Dear colleague,

Here are the plateau, the corner frequency and the visible range of the switching noise that your dot puts on the point-contact current. I give a hand estimate, the proper calculation, and the factors that separate them.

**Inputs.** All device numbers are assumed, and chosen to look like a typical gate-defined GaAs dot, so every result is the model's. The dot holds 0 or 1 electron and talks to one lead at $T=100$ mK, at zero magnetic field, with tunnel rate $\Gamma=10^4\ \mathrm{s^{-1}}$ per spin state. The gate sets this rate over many decades. The point contact has one spin-degenerate channel of transmission $\mathcal T=1/2$, so $G=e^2/h$, under a bias $V=0.5$ mV. One electron on the dot lowers the current by $\Delta I=0.2$ nA, taken to match the step of about one per cent that is typical of such detectors. The level $\varepsilon$ sits at the chemical potential $\mu$ of the lead unless I say otherwise. Spectra are one-sided, so that $\int_0^\infty S(f)\,df$ is the variance, and $f$ is in hertz.

## Estimate by hand

The current hops between two values. If it spends half its time on each, it deviates from the mean by $\Delta I/2=0.1$ nA, and the variance is $1\times10^{-20}\ \mathrm{A^2}$. The dot flips about once per $1/\Gamma=100\ \mu$s, so it forgets its state in about that time, and the variance is spread over a band of about $\Gamma$, call it 10 kHz. The plateau is variance over bandwidth, $1\times10^{-24}\ \mathrm{A^2/Hz}$.

Above the corner the record looks like isolated steps. A step has a Fourier amplitude falling as $1/f$, so the power falls as $1/f^2$. The floor is shot noise. With $G\approx4\times10^{-5}$ S the current is $2\times10^{-8}$ A, and $2eI\approx6\times10^{-27}\ \mathrm{A^2/Hz}$. The plateau stands $1.7\times10^{2}$ above this, the square root is 13, and the tail sinks into the floor near 130 kHz.

The estimate is thus a corner at 10 kHz, a plateau of $1\times10^{-24}\ \mathrm{A^2/Hz}$ and a crossing at 130 kHz.

## Careful calculation

**Why two states and no memory.** The thermal energy is $k_BT=8.6\ \mu$eV. Model the dot as a thin disc of assumed radius $R=50$ nm. With the compiled static dielectric constant of GaAs, 12.87 (300 K, Rakita 2019), the self-capacitance $8\epsilon_r\epsilon_0R$ is 46 aF and $e^2/C=3.5$ meV. With the compiled mass $0.067\,m_e$ (Vurgaftman 2001) and a hard wall, the first orbital excitation is $(3.832^2-2.405^2)\,\hbar^2/2m^*R^2=2.0$ meV, where the two numbers are the first zeros of $J_1$ and $J_0$. Few-electron dots typically show a few meV of charging energy and about 1 meV of orbital spacing, so the hard wall overshoots the latter by roughly a factor of two. Either way both scales exceed $k_BT$ more than a hundredfold, and a second electron or an excited orbital plays no thermal part. The lifetime width $\hbar\Gamma=6.6\times10^{-12}$ eV is far below $k_BT$, so tunnelling is sequential. The lead loses its memory in $\hbar/k_BT=76$ ps, a negligible time beside the dwell times, so the rates are constants and the dwell times are exponentially distributed.

**Rates.** Let $x=(\varepsilon-\mu)/k_BT$ and let $\phi=1/(e^{x}+1)$ be the occupation of lead states at the level. An empty dot can be filled with either spin, while a filled dot can lose only the electron it has. Both spin states empty at the same rate and give the same current, so they merge into one Markov state. The mean dwell times of the empty and the filled dot are

$$\tau_1=\frac{1}{2\Gamma\phi},\qquad \tau_2=\frac{1}{\Gamma(1-\phi)}.\tag{1}$$

**Correlation.** Let $n(t)=0$ or $1$ be the charge, $I=I_0-\Delta I\,n$, and $p(t)$ the probability of $n=1$. Then

$$\dot p=\frac{1-p}{\tau_1}-\frac{p}{\tau_2}=-\frac{p-\bar p}{\tau_0},\qquad \frac1{\tau_0}=\frac1{\tau_1}+\frac1{\tau_2},\qquad \bar p=\frac{\tau_2}{\tau_1+\tau_2}.\tag{2}$$

Starting from $p(0)=1$ the solution is $P(1,t|1,0)=\bar p+(1-\bar p)e^{-t/\tau_0}$. The product $n(0)n(t)$ is nonzero only if the dot is filled at both times, so $\langle n(0)n(t)\rangle=\bar p\,P(1,t|1,0)$. Subtract $\bar p^2$, and use stationarity to extend the result to negative $t$. With $\delta I=I-\langle I\rangle$,

$$C(t)=\langle\delta I(0)\,\delta I(t)\rangle=\Delta I^2\,\bar p(1-\bar p)\,e^{-|t|/\tau_0}=\Delta I^2\frac{\tau_1\tau_2}{(\tau_1+\tau_2)^2}\,e^{-|t|/\tau_0}.\tag{3}$$

**Spectrum.** The Wiener–Khinchin theorem in the one-sided convention reads $S(f)=4\int_0^\infty C(t)\cos(2\pi ft)\,dt$. The integral of $e^{-t/\tau_0}\cos\omega t$ is $\tau_0/(1+\omega^2\tau_0^2)$. Since $\tau_1\tau_2/(\tau_1+\tau_2)=\tau_0$, the variance equals $\Delta I^2\tau_0/(\tau_1+\tau_2)$, and

$$S(f)=\frac{4\,\Delta I^2}{(\tau_1+\tau_2)\left[\tau_0^{-2}+(2\pi f)^2\right]}=\frac{S(0)}{1+(f/f_c)^2},\tag{4}$$

$$S(0)=4\,C(0)\,\tau_0,\qquad f_c=\frac{1}{2\pi\tau_0}.\tag{5}$$

This is Machlup's spectrum (1954). If your analyser reports a two-sided density, halve it.

Two tests support the prefactor. First, for $f\gg f_c$, $(2\pi f)^2S\to2\nu\,\Delta I^2$ with $\nu=2/(\tau_1+\tau_2)$ flips per second. The left side is the spectrum of $dI/dt$, a train of impulses of weight $\pm\Delta I$, and the right side is the Schottky formula for such a train. Second, Eq. (1) gives $\bar p=1/(1+e^{x}/2)$, hence $\partial\bar p/\partial\varepsilon=-\bar p(1-\bar p)/k_BT$. Modulate the level as $\delta\varepsilon\,e^{-i\omega t}$ and linearise Eq. (2). The response of $n$ to its conjugate force $-\delta\varepsilon$ is $\chi=\bar p(1-\bar p)/[k_BT(1-i\omega\tau_0)]$. The classical fluctuation–dissipation theorem, $S_n=4k_BT\,\mathrm{Im}\chi/\omega$, multiplied by $\Delta I^2$, returns Eq. (4).

**Numbers at $x=0$.** Here $\phi=1/2$, $\tau_1=100\ \mu$s, $\tau_2=200\ \mu$s and $\tau_0=66.7\ \mu$s. The dot is filled $2/3$ of the time, and $C(0)=(2/9)\Delta I^2=0.889\times10^{-20}\ \mathrm{A^2}$. Then $f_c=2.39$ kHz and $S(0)=2.37\times10^{-24}\ \mathrm{A^2/Hz}$.

**Floor.** The current is $I=19.4$ nA, so the step is 1.0 per cent of it. For one spin-degenerate channel of constant transmission the scattering formula gives

$$S_w=2\,\frac{2e^2}{h}\left[2k_BT\,\mathcal T^2+\mathcal T(1-\mathcal T)\,eV\coth\frac{eV}{2k_BT}\right].\tag{6}$$

It reduces to $4k_BTG$ at zero bias and to $2eI(1-\mathcal T)$ at large bias. The second term is $3.10\times10^{-27}\ \mathrm{A^2/Hz}$, the first adds 3.4 per cent, and $S_w=3.21\times10^{-27}\ \mathrm{A^2/Hz}$. The ratio $S(0)/S_w$ is 738, and Eq. (4) meets the floor at

$$f_\times=f_c\sqrt{S(0)/S_w-1}=65\ \mathrm{kHz}.\tag{7}$$

One neglected effect rivals the thermal term. For a saddle-point barrier, $\mathcal T(1-\mathcal T)=1/[4\cosh^2(\pi E/\hbar\omega_x)]$, with $E$ counted from the barrier top. Averaged over the bias window $|E|<eV/2$ with a typical $\hbar\omega_x=2$ meV, it drops by 5 per cent, which raises $f_\times$ by about 2 per cent. Read the crossing as about 65 kHz, with the second figure soft.

**Moving the level.** Equations (1) and (5) give

$$f_c=\frac{\Gamma(1+\phi)}{2\pi},\qquad S(0)=\frac{4\Delta I^2}{\Gamma}\,\frac{2\phi(1-\phi)}{(1+\phi)^3}.\tag{8}$$

| $x$ | $\tau_1$ ($\mu$s) | $\tau_2$ ($\mu$s) | $f_c$ (kHz) | $S(0)$ ($10^{-24}\ \mathrm{A^2/Hz}$) |
|---|---|---|---|---|
| $-3$ | 52.5 | 2109 | 3.11 | 0.194 |
| $0$ | 100 | 200 | 2.39 | 2.37 |
| $0.693$ | 150 | 150 | 2.12 | 3.00 |
| $1.005$ | 186.6 | 136.6 | 2.02 | 3.08 |
| $3$ | 1054 | 105.0 | 1.67 | 1.26 |

The variance peaks where $\tau_1=\tau_2$, at $\phi=1/3$ or $x=\ln2=0.693$. The plateau peaks further out, because $\tau_0$ keeps growing as $\phi$ falls. Setting the logarithmic derivative of $S(0)$ in Eq. (8) to zero gives $\phi^2-4\phi+1=0$, so $\phi=2-\sqrt3$, $x=\ln(1+\sqrt3)=1.005$ and $S(0)=4\Delta I^2/(3\sqrt3\,\Gamma)$. The table is computed at these exact positions.

## Why the two differ

| Quantity | Hand | Careful | Hand/careful |
|---|---|---|---|
| Corner (kHz) | 10 | 2.39 | 4.19 |
| Plateau ($10^{-24}\ \mathrm{A^2/Hz}$) | 1 | 2.37 | 0.42 |
| Crossing (kHz) | 130 | 65 | 2.0 |

**Corner.** Two slips pull opposite ways. A decay rate in $\mathrm{s^{-1}}$ marks an angular frequency, so reading $\Gamma$ as hertz overshoots by $2\pi$. Against that, memory decays at the sum of the two escape rates, $1.5\,\Gamma$ here. This is easy to misjudge: an ensemble of filled dots relaxes towards $\bar p$ and not towards zero, and it has less far to go than the initial slope $1/\tau_2$ suggests. So $\tau_0$ is shorter than either dwell time. The net factor is $2\pi/1.5=4.19$.

**Plateau.** Variance over bandwidth is exact if the bandwidth is the right one. Integrating Eq. (4) gives $C(0)=S(0)\,(\pi/2)f_c$, so the equivalent bandwidth is $1/4\tau_0=3.75$ kHz. It exceeds $f_c$ by $\pi/2$, because a Lorentzian keeps exactly half its power above the corner. The ratio of careful to hand value is a product of three factors:

- $4=2\pi/(\pi/2)$, from the change to hertz and the shape of the Lorentzian;
- $\Gamma\tau_0=2/3$, from the summed rates;
- $4\bar p(1-\bar p)=8/9$, from the unequal occupation that spin degeneracy produces at $\varepsilon=\mu$.

Together they give $64/27=2.37$. The largest factor is pure Fourier bookkeeping, and the two physical ones undo part of it. The spin factor 2 in Eq. (1) enters both of those. Without it we would have $\tau_1=\tau_2=2/\Gamma$ and $\tau_0=1/\Gamma$, the guessed variance and memory time would be exact, and the ratios would be a clean $2\pi$ for the corner and 4 for the plateau.

**Crossing.** The tail is $S(0)f_c^2/f^2$. The hand corner enters squared, a factor 17.5 too high, and the hand plateau is 2.37 too low, so the tail is overestimated by $3\pi^2/4=7.40$. The hand floor is also too high, by 1.87. Of this, a factor 2 comes from ignoring the partition factor $1-\mathcal T$, slightly offset by the thermal term and by rounding $2eI=6.21\times10^{-27}$ down to $6\times10^{-27}\ \mathrm{A^2/Hz}$. The crossing scales as the square root of tail over floor, $\sqrt{7.40/1.87}=1.99$. The $-1$ in Eq. (7) is invisible at this accuracy. The modest factor of two therefore owes as much to the square root and to a partial cancellation as to good judgement.

**Where the estimate really fails.** Everything above is a factor of order one, because the dwell times are comparable. The corner is robust: by Eq. (8) it stays between $\Gamma/2\pi$ and $\Gamma/\pi$ for any gate voltage. The plateau is not, since the variance falls as $e^{-|x|}$ far from resonance. A detuning of $3k_BT$, only 26 $\mu$eV, below the chemical potential leaves the hand plateau 5.1 times too high. The same detuning above gives a plateau 6.5 times larger than below, and this ratio tends to 8 at large $|x|$. On the filled side $\tau_0$ is half as long and the rare state is half as populated as for a spinless level, while on the empty side the rare state is twice as populated.

The same failure is the normal case for a single oxide trap in a small silicon transistor. Take illustrative values, a step of 10 nA and dwell times of 1 ms and 10 ms. Equation (5) gives $\tau_0=0.909$ ms, $f_c=175$ Hz and $S(0)=3.0\times10^{-20}\ \mathrm{A^2/Hz}$. The eye picks out the long dwell time, and the hand rule $(\Delta I/2)^2\times10$ ms gives $2.5\times10^{-19}\ \mathrm{A^2/Hz}$, too high by 8.3. The short dwell time sets the corner, and the rare state sets the variance.

## For your data

A fit of Eq. (4) plus a floor yields $f_c$ and $S(0)$, hence the sum of the rates, $2\pi f_c$, and their product, $S(0)(2\pi f_c)^3/4\Delta I^2$. The spectrum is symmetric under $\tau_1\leftrightarrow\tau_2$, so the current histogram must tell you which time belongs to which state, and it supplies $\Delta I$ as well.

The 65 kHz crossing belongs to a shot-noise-limited model, and a real dc-coupled setup falls well short of it. A room-temperature current amplifier on cryostat wiring typically has a floor of order $10^{-25}\ \mathrm{A^2/Hz}$ at tens of kHz. Treated as white, that floor in Eq. (7) brings the crossing down to about 11 kHz. A linear filter multiplies $S(f)$ by its known power transfer function, which you can divide out. Thresholded dwell times are harder to repair, since missed short events merge neighbouring dwells and lengthen both apparent times.

The detector can hand the dot quanta of up to $eV=0.5$ meV, far above $k_BT$. Such back-action changes the rates. Equations (2) to (5) survive with the actual $\tau_1$ and $\tau_2$, as they need only constant rates, while Eqs. (1) and (8) and the fluctuation–dissipation link do not. The test is the ratio $\tau_2/\tau_1=2e^{-x}$, whose logarithm should be linear in the level position with slope $-1/k_BT$ and should not change when you lower the bias.